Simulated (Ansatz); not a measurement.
ZrC: phonon heat capacity and phonon entropy against temperature

All results are calculated (Ansatz 0.2.0). Plane-wave density functional theory, PAW datasets, Gaussian smearing 0.05 eV: harmonic lattice thermodynamics at fixed volume from displacements in the supercell given; kB is Boltzmann's constant.

Structure of every row (space group F-43m, No. 216):
```
CELL_PARAMETERS angstrom
0.00000 2.52280 2.52280
2.52280 0.00000 2.52280
2.52280 2.52280 0.00000
ATOMIC_POSITIONS crystal
Zr 0.00000 0.00000 0.00000
C 0.25000 0.25000 0.25000
```

Settings of every row: paw set soft_2; functional PBEsol; spin treatment none; moment partition spheres; spin axis none; wave cutoff 420 eV; SCF start atoms; lower state search light; symmetry use detected; k mesh of unit cell 9x9x9; supercell 3x3x3.

Atom first moment, atom hubbard u: 0 on all atoms.

Limits: the cell comes from a prototype or a list of computed structures and needn't be the stable phase.

| row | temperature (K) | phonon heat capacity (kB per atom) | phonon entropy (kB per atom) | phonon free energy (meV per atom) |
| --- | --- | --- | --- | --- |
| 1 | 200 | 1.814 | 1.638 | 53.62 |
| 2 | 300 | 2.296 | 2.475 | 35.79 |
| 3 | 400 | 2.552 | 3.174 | 11.36 |
| 4 | 500 | 2.695 | 3.761 | -18.59 |
| 5 | 600 | 2.781 | 4.26 | -53.21 |
| 6 | 700 | ? | ? | ? |
| 7 | 800 | 2.872 | 5.075 | -133.95 |
| 8 | 900 | 2.898 | 5.414 | -179.17 |
| 9 | 1000 | 2.917 | 5.721 | -227.17 |

Question: what phonon heat capacity and phonon entropy should row 6 give?

Worked fit of phonon heat capacity. At high temperature a harmonic heat capacity falls short of its limit by a term in 1/T², so take t = (100 K / T)². The shown rows have t = 0.25, 0.11111, 0.0625, 0.04, 0.02778, 0.01562, 0.01235, 0.01. Least squares give phonon heat capacity = 2.9863 − 7.5703 × t + 11.541 × t² kB per atom; a straight line predicts inner rows, each left out in turn, worse (root mean square 0.067 against 0.011 kB per atom). The rows lie off it by -0.001, 0.008, -0.006, -0.007, -0.004, 0.001, 0.003, 0.005 (root mean square 0.005 kB per atom), a smooth pattern that one more power would take up: the form is only approximate. The constant, 2.9863 kB per atom, is to be held against the harmonic limit of 3 k_B an atom. The withheld row has t = 0.02041, so the fit gives 2.9863 − 7.5703 × (0.02041) + 11.541 × (0.02041)² = 2.837 kB per atom.

The calculation gave 2.835 kB per atom. The fit lies 0.002 kB per atom (0.18 % of the column's range) above it; its largest miss of a shown row is 0.008 kB per atom.

Worked fit of phonon entropy. Entropy rises as the heat capacity times the change of ln T, so take t = ln(T / 300 K). The shown rows have t = -0.4055, 0, 0.2877, 0.5108, 0.6931, 0.9808, 1.0986, 1.204. Least squares give phonon entropy = 2.498 + 2.28766 × t + 0.33394 × t² kB per atom; a straight line predicts inner rows, each left out in turn, worse (root mean square 0.081 against 0.018 kB per atom). The rows lie off it by 0.013, -0.023, -0.010, 0.007, 0.016, 0.012, 0.000, -0.015 (root mean square 0.014 kB per atom), a smooth pattern that one more power would take up: the form is only approximate. The slope at t = 0, 2.29 kB per atom, estimates the heat capacity at 300 K. The withheld row has t = 0.8473, so the fit gives 2.498 + 2.28766 × (0.8473) + 0.33394 × (0.8473)² = 4.676 kB per atom.

The calculation gave 4.693 kB per atom. The fit lies 0.017 kB per atom (0.42 % of the column's range) below it; its largest miss of a shown row is 0.023 kB per atom.

The other values of row 6: phonon free energy -91.83 meV per atom.
